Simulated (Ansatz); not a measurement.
Bi2Te3: energy above lowest point as volume scale varies

Results calculated with Ansatz 0.2.0, not measured. Free energy against uniform scaling of the volume at fixed shape and fractions; periodic cell, basis, potentials, k mesh and filling as listed.

The cell before it is scaled or strained (space group R-3m, No. 166):
```
CELL_PARAMETERS angstrom
2.19300 1.26610 10.16570
-2.19300 1.26610 10.16570
0.00000 -2.53230 10.16570
ATOMIC_POSITIONS crystal
Bi 0.40000 0.40000 0.40000
Bi 0.60000 0.60000 0.60000
Te 0.00000 0.00000 0.00000
Te 0.20950 0.20950 0.20950
Te 0.79050 0.79050 0.79050
```

Settings of every row: functional PBE; dispersion none; potentials PAW; wave cutoff 420 eV; density cutoff 1680 eV; k mesh 6x6x6; k shift 0x0x0; occupations fixed; smearing width 0 eV; spin none.

Limits: a layered crystal: even scaling strains the bonds within the layers, so this curve is stiffer than the crystal under pressure; coarse k mesh, up to 40 meV an atom off; no spin-orbit coupling, which can matter with elements this heavy.

```csv
row,volume scale,V (Å³/atom),energy above lowest point (meV/atom)
1,0.94,31.839,55
2,0.96,32.517,33.5
3,0.98,33.194,17.8
4,1,33.872,?
5,1.02,34.549,1.6
6,1.04,35.227,0
7,1.06,35.904,2.2
```

Question: what energy above lowest point should row 4 give?

Worked fit of energy above lowest point. Take u = (V_r/V)^(2/3) − 1 with V_r = 33.871 Å³ an atom, which is twice the finite (Eulerian) strain; such expansions in the strain, on which the Birch-Murnaghan equation of state is built, carry the rest volume and the bulk modulus. The shown rows have u = 0.04211, 0.02757, 0.01355, -0.01313, -0.02583, -0.03811. Least squares give energy above lowest point = 7.37 + 602.6 × u + 12395 × u² + 3763 × u³ meV/atom; a parabola predicts inner rows, each left out in turn, worse (root mean square 0.094 against 0.034 meV/atom). All shown rows lie on it to the printed digit. Its lowest point lies at u = -0.0246, or V = 35.16 Å³ an atom, and the curvature there gives the bulk modulus at fixed shape and fractions, B = (4/9)(1 + u)² E″(u)/V = 46.7 GPa. Letting shape and atoms relax would as a rule lower it, by much in layered, chain or molecular crystals. The withheld row has u = -2e-05, so the fit gives 7.37 + 602.6 × (-2e-05) + 12395 × (-2e-05)² + 3763 × (-2e-05)³ = 7.4 meV/atom.

The calculation gave 7.4 meV/atom. The fit meets it to the printed digit.
